**The spin gap of the 3p shell from Cu⁴⁺ to Kr⁴⁺**

The ions below were computed with spin-polarised, scalar-relativistic Hartree–Fock. The filled 3p shell has one eigenvalue $\varepsilon$ and one mean radius $\langle r\rangle$ for each spin. Call the last column the gap $\Delta$, and let $n$ be the number of spin-up minus spin-down electrons in the open shell.

All-electron Hartree-Fock for the 4+ ions of Cu to Kr, from B-spline radial atomic code 1: spin-polarised, spherical, configuration-averaged, at the basis-set limit, with a scalar-relativistic (spin-free one-electron X2C) Hamiltonian and a Fermi nucleus. The 3p energies are orbital eigenvalues; (nl)a+b means a spin-up and b spin-down electrons in the nl shell.

| species | Z | electrons | configuration | nuclear rms radius (fm) | energy (3p up) (hartree) | energy (3p down) (hartree) | mean radius (3p up) (bohr) | mean radius (3p down) (bohr) | ε(3p down) − ε(3p up) (hartree) |
| --- | --- | --- | --- | --- | --- | --- | --- | --- | --- |
| Cu4+ | 29 | 25 | [Ar] (3d)5+2 | 3.8823 | -6.1051 | -5.6985 | 0.72295 | 0.73011 | 0.4065 |
| Zn4+ | 30 | 26 | [Ar] (3d)5+3 | 3.9283 | -6.4039 | -6.1213 | 0.69475 | 0.69930 | 0.2826 |
| Ga4+ | 31 | 27 | [Ar] (3d)5+4 | 3.9973 | -6.7038 | -6.5568 | 0.66884 | 0.67101 | 0.1470 |
| Ge4+ | 32 | 28 | [Ar] 3d10 | 4.0742 | -7.0052 | -7.0052 | 0.64494 | 0.64494 | 0.0000 |
| As4+ | 33 | 29 | [Ar] 3d10 (4s)1+0 | 4.0968 | -7.7854 | -7.7739 | 0.61534 | 0.61441 | 0.0116 |
| Se4+ | 34 | 30 | [Ar] 3d10 4s2 | 4.1400 | -8.6014 | -8.6014 | 0.58727 | 0.58727 | 0.0000 |
| Br4+ | 35 | 31 | [Ar] 3d10 4s2 (4p)1+0 | 4.1629 | -9.5282 | -9.5116 | 0.56145 | 0.56153 | 0.0166 |
| Kr4+ | 36 | 32 | [Ar] 3d10 4s2 (4p)2+0 | 4.1884 | -10.497 | -10.460 | 0.53772 | 0.53789 | 0.0369 |

**(a)** Derive how $\Delta$ depends on $n$ and on orbital size, and test the result on Cu⁴⁺ to Ge⁴⁺.

*Solution.* Both spins feel the same nucleus and the same Coulomb field, and the Hamiltonian has no spin-orbit term. The two Fock operators differ only in exchange, which acts between like spins and lowers the energy. With frozen orbitals the contributions of paired electrons cancel, leaving $\Delta = nK$, where $K$ is the spherically averaged exchange of a 3p electron with one open-shell electron. In terms of Slater exchange integrals $G^k$,
$$K(3p,3d)=\tfrac{2}{15}G^1+\tfrac{3}{35}G^3 .$$
The zeros at Ge⁴⁺ and Se⁴⁺ ($n=0$) follow from symmetry and test nothing.

A constant $K$ is not quite enough: $\Delta/n$ rises from 0.1355 hartree in Cu⁴⁺ to 0.1470 in Ga⁴⁺. If both orbitals shrink by a factor $\lambda$ at fixed shape, each $G^k$, being an average of an inverse length, grows by $\lambda$. Hence
$$\Delta = c\,n/\langle r\rangle_{3p},$$
with the radius averaged over the two spins. These runs are consistent with the premise, since $\langle r\rangle_{3d}/\langle r\rangle_{3p}$ stays at 1.10. A least-squares fit to Cu, Zn and Ga gives $c=0.09846$ hartree·bohr. For Ga⁴⁺, one of the fitted rows, $\langle r\rangle_{3p}=(0.66884+0.67101)/2=0.66993$ bohr and $\Delta=0.09846/0.66993=0.1470$ hartree, as in the table. The worst error is 0.03% of the tabulated gap, close to the rounding, against 6% for a constant $K$ fitted the same way. Three rows are a small test, and the 3d radius serves almost equally well as the length.

The size of $K$ can be checked without a fit. Hydrogenic functions have $\langle r\rangle_{3p}=12.5/Z_{\rm eff}$ and $\langle r\rangle_{3d}=10.5/Z_{\rm eff}$ in bohr, with $Z_{\rm eff}$ a screened charge. Matching them to the computed radii and integrating gives $K=0.138$ hartree for Ga⁴⁺. This is 6% below $\Delta/n$, and the shortfall is the same in Cu⁴⁺ and Zn⁴⁺. Direct 3p–3d exchange therefore has the right size to carry most of the gap. The gap falls towards Ge⁴⁺ because pairing removes unpaired spins faster than contraction strengthens $K$.

**(b)** Apply the same constant to As⁴⁺, Br⁴⁺ and Kr⁴⁺, and account for the outcome and for the order of the three gaps.

*Solution.* For As⁴⁺, outside the fit, $\langle r\rangle_{3p}=(0.61534+0.61441)/2=0.61488$ bohr and the formula gives $0.09846/0.61488=0.1601$ hartree. The table has 0.0116, smaller by a factor of 14; for Br⁴⁺ and Kr⁴⁺ the factors are 11 and 10. The constant $c$ belongs to the 3p–3d pair. Exchange is the self-repulsion of the overlap density of two orbitals, so it is large only where both have amplitude. The 4s and 4p orbitals have mean radii about three times that of 3p, and only their small inner lobes reach it.

Distance does not explain why Br⁴⁺ exceeds As⁴⁺ by a factor of 1.43, since the As 4s and Br 4p mean radii are both 1.71 bohr. The other shells of the same runs point to symmetry. In As⁴⁺ the 3s gap (0.0309 hartree) is well above the 3p gap, whereas in Br⁴⁺ the 3s gap (0.0124) is below it. In these two ions the largest M-shell gap sits in the subshell with the angular momentum of the unpaired electron. This does not extend to Cu–Ga, where 3d is itself the open shell and has the smallest M-shell gap (0.2077 hartree in Cu⁴⁺): exchange between two different orbitals of one shell has no monopole term. The angular factors fit this: $K(3p,4s)=G^1/3$, but $K(3p,4p)=G^0/3+2G^2/15$, which includes a monopole term. These integrals were not evaluated, so the link is argued, and it need not carry the whole factor.

An indirect term may also matter in As⁴⁺. There the spin-up 3d orbital is 0.5% larger than the spin-down one, so the exchange of 3p with the five 3d pairs no longer cancels. Scaling $5K(3p,3d)$ by that difference gives a term of about a third of the gap, a crude and probably high figure since it lets $K$ follow the 3d radius alone. The sign follows from the scaling of (a): the looser spin-up 3d exchanges less with spin-up 3p, which lowers the gap. The same estimate gives only 0.13 of the gap in Br⁴⁺, and adding both terms back brings the Br/As ratio from 1.43 down to about 1.2. Taken at face value, that would make core polarisation responsible for about half of the excess of Br⁴⁺ over As⁴⁺. But the estimate is rough and covers only the 3d shell, and without the exchange integrals the runs cannot say how the order divides between polarisation and the angular factor.

Kr⁴⁺ has two unpaired 4p electrons and slightly more than twice the gap of Br⁴⁺: $\Delta/n$ grows by 11%, while $1/\langle r\rangle_{3p}$ grows by 4%. Fixed shape is evidently a poorer assumption here, and the runs point to the inner part of 4p: its $1/\langle r\rangle$ grows by 6% but its $\langle r^{-3}\rangle$, which weights the inner lobes, grows by 20%. The X2C expectation values lack the picture-change correction, which makes inner inverse radii somewhat too large; between neighbouring elements most of that error should cancel.

**(c)** Interpret the orbital energies and radii, and predict a neighbouring series.

*Solution.* From Cu⁴⁺ to Ge⁴⁺ each step deepens 3p up by 0.30 hartree and 3p down by 0.42 to 0.45. The added electron has spin down, so only 3p down gains direct exchange with it, and the gap closes. After Ge⁴⁺ the spin-averaged step jumps from about 0.37 to between 0.77 and 0.96 hartree. This is ordinary screening: a 3d electron shares the region of 3p and cancels much of the added proton's pull, whereas a 4s or 4p electron lies mostly outside.

Deeper does not always mean smaller. In Cu–Ga the spin-up 3p is the more compact, by 0.99% of the mean radius in Cu⁴⁺, but in As⁴⁺ it is larger by 0.15%. It is tempting to say that exchange draws an orbital towards its partner, so that the distant 4s electron expands 3p. The same runs refute this as a general rule: in As⁴⁺ the 3s orbital has a larger gap than 3p, yet its spin-up member is the smaller one. The signs are therefore reported here, not explained. In Br⁴⁺ the spin-up orbital has slightly the smaller $\langle r\rangle$ but the larger $\langle r^2\rangle$, so one radius cannot describe the change.

The working rule is to count unpaired electrons, ask whether they share the principal shell of the core level, and scale with inverse size. In the first half of the 3d block the gap should climb to a maximum at d⁵. Lower charge loosens 3d more than 3p, so $K$ should fall and $c$ need not carry over.

None of these gaps is a measured 3p splitting. Fixed spin occupations average over two terms in Cu⁴⁺ (⁴F and ⁴P) and in Zn⁴⁺ (³F and ³P), and correlation, relaxation and core-hole multiplets are absent. The omitted 3p spin-orbit splitting is roughly 0.3 hartree near krypton (estimated as $\tfrac32\cdot\tfrac{\alpha^2}{2}Z\langle r^{-3}\rangle$ from the computed $\langle r^{-3}\rangle$ of 3p, again without picture change, and an unscreened nucleus, so probably somewhat high), far above the Kr⁴⁺ gap.
